## The question

In a crystal AB₃ built from two metals, or from a metal and a near-metal, some electrons move from one element to the other. Can tabulated electronegativities tell in which direction they go, and how many? The test cases are mercury surrounded by potassium in K₃Hg and lead surrounded by yttrium in Y₃Pb.

The charges here are Bader charges. Space is cut into one basin per atom along surfaces where the electron density is lowest, and the electrons in each basin are counted. A positive charge means that the atom has lost electrons.

AB₃ crystals in space group I4/mmm, relaxed in their starting symmetry with Ansatz 0.2.0 (r2SCAN, plane-wave PAW, scalar-relativistic, no spin polarisation, 500 eV cutoff, 0.1 eV Gaussian smearing, Γ-centred k meshes). Bader values and d electrons (Löwdin populations) are means over the atoms of each element; valence electrons are counted per formula unit by group number.

```tsv
formula	element on site A	Z A	element on site B	Z B	difference of Pauling electronegativities	valence electrons	volume per atom (Å³)	shortest distance (Å)	k mesh	Bader charge, site A (e)	Bader charge, site B (e)	Bader volume, site A (Å³)	Bader volume, site B (Å³)	d electrons, site A (e)
LiAg3	Li	3	Ag	47	0.95	34	16.56	2.853	14×14×14	0.87	-0.29	3.54	20.89	0.00
Li3Al	Al	13	Li	3	0.63	6	17.09	2.842	16×16×16	-2.51	0.84	56.29	4.02	0.00
Sr3Ca	Ca	20	Sr	38	0.05	8	53.25	4.220	10×10×10	-1.39	0.46	80.45	44.19	0.00
ZnSn3	Zn	30	Sn	50	0.31	24	24.70	3.082	14×14×14	0.02	-0.01	19.68	26.38	9.97
Cd3Ga	Ga	31	Cd	48	0.12	39	20.94	3.083	14×14×14	-0.16	0.05	20.68	21.02	10.00
YSn3	Y	39	Sn	50	0.74	15	26.14	3.141	14×14×14	1.53	-0.51	17.28	29.09	2.33
Ir3Rh	Rh	45	Ir	77	0.08	36	14.06	2.708	16×16×16	0.14	-0.05	12.70	14.52	8.18
Zn3Pd	Pd	46	Zn	30	0.55	46	13.87	2.623	16×16×16	-0.68	0.23	17.68	12.60	9.60
AgAu3	Ag	47	Au	79	0.61	44	17.45	2.902	14×14×14	0.30	-0.10	15.16	18.21	9.87
Zn3In	In	49	Zn	30	0.13	39	17.14	2.889	14×14×14	0.07	-0.02	20.21	16.11	9.99
Zr3Sn	Sn	50	Zr	40	0.63	16	22.58	3.075	14×14×14	-1.58	0.53	30.30	20.01	9.99
BaSr3	Ba	56	Sr	38	0.06	8	59.40	4.373	10×10×10	0.45	-0.15	52.17	61.81	0.00
TaTi3	Ta	73	Ti	22	0.04	17	17.54	2.913	14×14×14	-2.14	0.71	30.00	13.39	4.30
TaGa3	Ta	73	Ga	31	0.31	14	15.56	2.679	16×16×16	0.68	-0.23	16.23	15.34	4.35
Re3W	W	74	Re	75	0.46	27	15.08	2.772	16×16×16	0.61	-0.20	13.65	15.55	5.00
Cd3Pt	Pt	78	Cd	48	0.59	46	18.46	2.925	14×14×14	-0.96	0.32	22.75	17.03	9.43
K3Hg	Hg	80	K	19	?	15	48.46	4.055	10×10×10	?	?	?	?	?
Y3Pb	Pb	82	Y	39	?	13	29.55	3.313	12×12×12	?	?	?	?	?
```

## Why electrons move, and when they stop

Valence electrons lie lower in energy on the more electronegative atom, so they drift towards it. Each electron that arrives raises the levels of the acceptor, and each one that leaves lowers those of the donor. The drift stops when the two sides balance. For modest differences, the amount moved should therefore grow in proportion to the difference in electronegativity.

The geometry adds a multiplier. Each A atom touches twelve B atoms, and there are three B atoms for every A. Whatever A gains is paid for by three donors, so each B atom gives up, on average, only a third of the charge that collects on A.

## The direction is dependable for large differences

The table lists the size of the electronegativity difference, and Pauling's scale supplies its sign. In the seven known crystals where the difference exceeds 0.5, electrons go to the element that the scale names.

For smaller differences the rule weakens. Seven known rows have a smaller difference and a charge above 0.1 e on site A, and only four of them have the expected sign. The exceptions are TaTi₃, Re₃W and Ir₃Rh. Even this count is generous: it includes Sr₃Ca and BaSr₃, whose Bader charges are unreliable, as the next section shows. The limit of 0.5 is itself read off these rows, and it is a narrow one: Re₃W fails at 0.46.

## The amount depends on where the basin ends

Li₃Al and AgAu₃ have nearly the same electronegativity difference, yet aluminium carries −2.51 e and silver only +0.30 e. Part of this spread probably comes from the way the electrons are counted. Lithium has a small, tight core, and its basin in Li₃Al fills only 4 Å³. Nearly all the valence density outside that core is credited to aluminium.

Sr₃Ca shows the weakness most plainly. Calcium appears with −1.39 e among strontium atoms that are chemically almost its twins. In such a metal the valence density between the atoms is thin and rather flat, so shallow features can decide where the surface runs. In BaSr₃ even the strontium atoms disagree with each other: two are negative and the third is slightly positive. They sit on two kinds of site, but each has four barium and eight strontium atoms as nearest neighbours. The large charge in Sr₃Ca is therefore no evidence for a calcium anion.

Tantalum is a harder case. It carries −2.14 e in TaTi₃ and +0.68 e in TaGa₃, with almost the same number of d electrons. Its basin is 1.8 times as large in TaTi₃. A displaced basin surface may be the reason, but this has not been tested.

## A model with one slope

If every A–B contact passes a charge proportional to the electronegativity difference, and the contacts add, then

q(A) = k · [χ(B) − χ(A)]

where q(A) is the Bader charge on site A and χ is the Pauling electronegativity. There is no constant term, because equal atoms have no reason to exchange charge. A fit to all 16 known rows gives k = 1.5 ± 0.5 e per unit of electronegativity.

The model is coarse. The typical (root mean square) size of the charges is 1.1 e, and the typical miss after the fit is still 0.9 e. TaTi₃ is the worst row: the model expects a charge near zero.

One refinement is plausible, since three donors for each acceptor can supply more than a single donor can. Separate slopes for the two roles of site A do not predict left-out rows any better, however, so the forecasts use the single slope.

## Two forecasts

Take K₃Hg, which was not part of the fit. Potassium has χ ≈ 0.8 and mercury χ ≈ 2.0, a difference of about −1.2. Multiplying by 1.5 gives −1.8 e on mercury. For Y₃Pb the difference is about −1.1, which gives −1.7 e on lead.

- **Hg in K₃Hg: −1.8 ± 1.1 e**
- **Pb in Y₃Pb: −1.7 ± 1.1 e**

Since the crystal is neutral, potassium and yttrium should each carry about +0.6 e. The two forecasts are too close to say which acceptor is the more negative.

The bars are rough standard errors that combine the scatter of the known rows with the uncertainty of the slope. Both cases lie beyond the largest difference in the fit, 0.95. Lead brings a further doubt, because its electronegativity depends on the valence state chosen: with 1.9 instead of 2.3 its forecast would shrink to −1.1 e.

## The computed values

The withheld rows as computed:

```tsv
formula	element on site A	Z A	element on site B	Z B	difference of Pauling electronegativities	valence electrons	volume per atom (Å³)	shortest distance (Å)	k mesh	Bader charge, site A (e)	Bader charge, site B (e)	Bader volume, site A (Å³)	Bader volume, site B (Å³)	d electrons, site A (e)
K3Hg	Hg	80	K	19	1.18	15	48.46	4.055	10×10×10	-1.48	0.49	85.11	36.24	9.99
Y3Pb	Pb	82	Y	39	1.11	13	29.55	3.313	12×12×12	-2.08	0.69	44.37	24.61	9.97
```

Both acceptors are negative, and both values fall inside their ranges. Mercury has −1.48 e, so the forecast was too negative by 0.3 e. Lead has −2.08 e, so the forecast was not negative enough by 0.4 e. These misses are less than half the error bars, and two hits within such wide bars are only mild support for the model.

The version with separate slopes would have given −2.3 e for mercury and −2.1 e for lead. It is nearly exact for lead and clearly worse for mercury, so the new rows do not decide between the two versions.

## What the donors reveal

Lead gained more than mercury although its electronegativity difference is slightly smaller. On average, an yttrium atom gave about 0.7 electrons and a potassium atom about 0.5. Yttrium has three valence electrons to draw on and potassium only one, which is a reasonable argument for this order. The acceptors may matter as well: a free lead atom has room in its part-filled 6p shell, whereas mercury's 6s shell is full and further electrons must enter the higher 6p shell.

Supply is not the whole account, as lithium shows. In Li₃Al each lithium atom gives up 0.84 electrons, more than potassium does in K₃Hg, although the electronegativity difference is only about half as large. The basins differ greatly: about 36 Å³ for potassium against 4 Å³ for lithium. The large potassium basin may keep part of the diffuse valence density that a small one would hand to the neighbour. This is an argument and not a proof, because basin and charge come from the same division of space, and the acceptors differ too.

For a related crystal of this structure, the electronegativities therefore give a good first guess of the direction once they differ by more than 0.5. The size of a Bader charge is much less certain, and probably also depends on how many electrons the donor has and on where the basin surface runs. It should not be read as an oxidation state. The fits and forecast errors are in the output below.

Output of the analysis:

```
fit of q on 16 rows: coefficient of dx 1.508 +/- 0.47; rms 0.884, worst TaTi3 2.2, leave-one-out rms 0.931
  rows outside the fit (model, value, miss): K3Hg -1.81, -1.48, -0.33; Y3Pb -1.659, -2.08, 0.421
fit of q on 16 rows: coefficient of dneg 1.948 +/- 0.71, coefficient of dpos 1.139 +/- 0.65; rms 0.863, worst TaTi3 2.19, leave-one-out rms 0.955
  rows outside the fit (model, value, miss): K3Hg -2.338, -1.48, -0.858; Y3Pb -2.143, -2.08, -0.0633
Error bar of the forecast for Hg in K3Hg (e): 1.076
Error bar of the forecast for Pb in Y3Pb (e): 1.052
Forecast for Pb if lead is given 1.9 instead of 2.3 (e): -1.056
Root mean square charge of site A, known rows, no model (e): 1.145
Known rows with a charge on A above 0.1 e in size: 14
Of these, rows with the sign that Pauling's scale gives: 11
Largest electronegativity difference in the known rows: 0.95
Smallest charge per unit difference, differences above 0.5 (e): 0.4918
Largest charge per unit difference, differences above 0.5 (e): 3.984
One-slope model for Al in Li3Al (e): -0.9503
One-slope model for Ta in TaTi3 (e): 0.06034
One-slope model for W in Re3W (e): -0.6939
Ta basin volume in TaTi3 over that in TaGa3: 1.848
Basin volume of A over B in Sr3Ca: 1.821
Basin volume of A over B in Zr3Sn: 1.514
Basin volume of A over B in K3Hg: 2.349
Basin volume of A over B in Y3Pb: 1.803
Outer s electrons, mean Au less Ag in AgAu3 (e): 0.2166
```
